## The spring law fails at three per cent

Hooke's law, with its energy proportional to strain squared, fails for HfGeS well within the strains tabulated here. Fitted to the rows at ±1 and ±2 %, it gives 58.5 meV per atom at both −3 and +3 %. The calculation gives 64.7 in compression and 52.8 in expansion. The law is about a tenth too low on one side and a tenth too high on the other, because the crystal stiffens when squeezed and softens when stretched.

HfGeS (P4/nmm, 6 atoms in the cell, a = 3.585, c = 7.899 Å, 16.92 Å³ per atom) under equal strain along all axes, with the cell held and the atoms relaxed. Ansatz 0.2.0, PBEsol, plane-wave PAW, scalar-relativistic, no spin polarisation; cutoff 420 eV, k mesh 10×10×6, Gaussian smearing of 0.1 eV. Changes are relative to the unstrained crystal.

| strain (%) | energy change (meV/atom) | volume change (%) |
| --- | --- | --- |
| -3 | 64.7 | -8.73 |
| -2 | 27.8 | -5.88 |
| -1 | 6.7 | -2.97 |
| 1 | 6.3 | 3.03 |
| 2 | 24.2 | 6.12 |
| 3 | 52.8 | 9.27 |

The energy change is counted from the unstrained crystal. All cell edges are scaled by the same strain and held there, while the atoms inside relax.

## How the numbers give it away

Turn each row by itself into a bulk modulus, as if Hooke's law were exact. A true spring would return the same value every time. Here the value falls from row to row, from 151.3 GPa at −3 % to 123.5 GPa at +3 %. This drift is the plainest sign that the formula, and not the material constant, is at fault.

The growth of the asymmetry identifies the missing term. Half the energy difference between compression and equal expansion rises from 1.8 meV per atom at 2 % to 5.95 at 3 %, a factor of 3.3. A term in the cube of the strain would give $(3/2)^3$, or about 3.4. If the asymmetry came only from a starting cell slightly off its energy minimum, it would be linear in strain, and the factor would be only 1.5.

## Why squeezing is harder than stretching

Compression pushes neighbouring atoms, such as Hf and S or Ge and Ge, into each other's electron clouds. The Pauli principle makes the resulting repulsion rise steeply as the distance shrinks. In expansion that repulsion fades quickly, and the crystal is held by an attraction that varies more gently with distance. The energy well is therefore steep on the short side and shallow on the long side. This is a general argument and not a result of these runs: the table gives only total energies and does not separate repulsion from attraction.

The simplest way to put this into a formula is to let the bulk modulus grow with pressure $P$, as $B = B_0 + B'P$. Here $B_0$ is the modulus at zero pressure and $B'$ tells how fast it rises. Let $e$ be the strain as a fraction, negative in compression, and $V_0$ the unstrained volume per atom. Since $B=-\mathrm{d}P/\mathrm{d}\ln V$ and $\ln (V/V_0)=3\ln(1+e)$, integrating once gives the pressure and integrating $-P\,\mathrm{d}V$ gives the energy. To third order in strain,

$$E = \tfrac{9}{2}B_0V_0\,e^2\,[1-(B'-1)\,e].$$

Hooke's law keeps only the 1 in the bracket.

## One estimate in full

The energies at ±1 and ±2 % give $B' \approx 4.46$, though their rounding leaves even the first decimal uncertain. At −3 %, a row outside the fit, the bracket is $1 + 3.46\times0.03 = 1.104$. The estimate is $58.5\times1.104 = 64.6$ meV per atom, against 64.7 calculated. At +3 % the same formula is 0.4 meV per atom too low, a small remainder that comes partly from terms beyond the cube and partly from the rounding of the energies used in the fit.

The bracket also serves as a rule of thumb: each per cent of strain puts an error of about 3.5 % into the harmonic energy. Many solids have a $B'$ of roughly 4, so a similar asymmetry is a sensible first guess for a related crystal that keeps its structure and electronic state under strain.

## Pressure suffers twice as much

Pressure comes from the slope of the energy, and taking a slope gives the cubic term more weight. Pressure is also force per area, and the area of each cell face shrinks in compression. Together these effects raise the departure from Hooke's law to about 7 % for each per cent of strain. An engineer who converts a 3 % shortening of all edges into pressure with Hooke's law, $P=-3B_0e$, obtains 12.3 GPa, where the calculation has 15.2.

The calculated pressures come from the stresses of the same runs and were not used in the fit. The cubic formula matches them to within 1.5 % in every row, as the output below shows. The runs warn of a loose convergence threshold for the stress, but this agreement gives no sign that it matters here.

## What survives the failure

Even at these strains the spring formula can still give a sound modulus, provided that strains of both signs are used. Averaging the energies at $+e$ and $-e$ cancels the cubic term, and the three pairs then give 137 GPa each. Such a modulus does not make the harmonic curve right on either side.

This value belongs to a cell of fixed shape. At −3 % the stress along $c$ is 15.65 GPa but 15.04 GPa along $a$, so a crystal under equal pressure from all sides would change its proportions slightly. The failure described here is that of the spring formula; judging the density functional itself would need a reference that the table does not contain.

The analysis program printed:

```
fit of energy_change on 4 rows (abs(strain) < 2.5): coefficient of quad 65000 +/- 2536; rms 1.28, worst -2 -1.8, leave-one-out rms 2.41
  rows outside the fit (model, value, miss): -3 58.5, 64.7, -6.2; 3 58.5, 52.8, 5.7
fit of energy_change on 4 rows (abs(strain) < 2.5): coefficient of quad 65000 +/- 43, coefficient of cube -224615 +/- 2176; rms 0.0175, worst 1 -0.0246, leave-one-out rms 0.0614
  rows outside the fit (model, value, miss): -3 64.56, 64.7, -0.135; 3 52.44, 52.8, -0.365
Harmonic and cubic forms against the calculation:
  row  one-row modulus GPa  harmonic E meV/atom  harmonic E error %  cubic E meV/atom  Hooke P GPa  Hooke P error %  cubic P GPa  computed P GPa
   -3                151.3                 58.5              -9.583             64.56        12.31           -19.23        15.12           15.24
   -2                146.3                   26              -6.475              27.8        8.208            -13.2        9.432           9.456
   -1                  141                  6.5              -2.985             6.725        4.104           -6.732        4.404             4.4
    1                132.6                  6.5               3.175             6.275       -4.104            7.739       -3.814          -3.809
    2                127.3                   26               7.438              24.2       -8.208            15.49       -7.071          -7.107
    3                123.5                 58.5                10.8             52.44       -12.31            23.79         -9.8          -9.945
Fixed-shape bulk modulus from the harmonic fit in GPa: 136.8
Effective pressure derivative of the modulus (no unit): 4.456
Relative cubic correction to the energy per 1 % strain in %: 3.456
Relative correction to Hooke pressure per 1 % strain in %: 7.183
Energy at -3 % over energy at +3 %: 1.225
Half difference of energies at 2 % strain in meV/atom: 1.8
Half difference of energies at 3 % strain in meV/atom: 5.95
Growth of half difference from 2 to 3 % (cubic 3.375 and linear 1.5): 3.306
Modulus from the averaged pair at 1 % in GPa: 136.8
Modulus from the averaged pair at 2 % in GPa: 136.8
Modulus from the averaged pair at 3 % in GPa: 137.4
Energy gained by atomic relaxation at +3 % in meV/atom: 0.05
Energy from residual reference pressure at 3 % strain in meV/atom: 0.02354
```
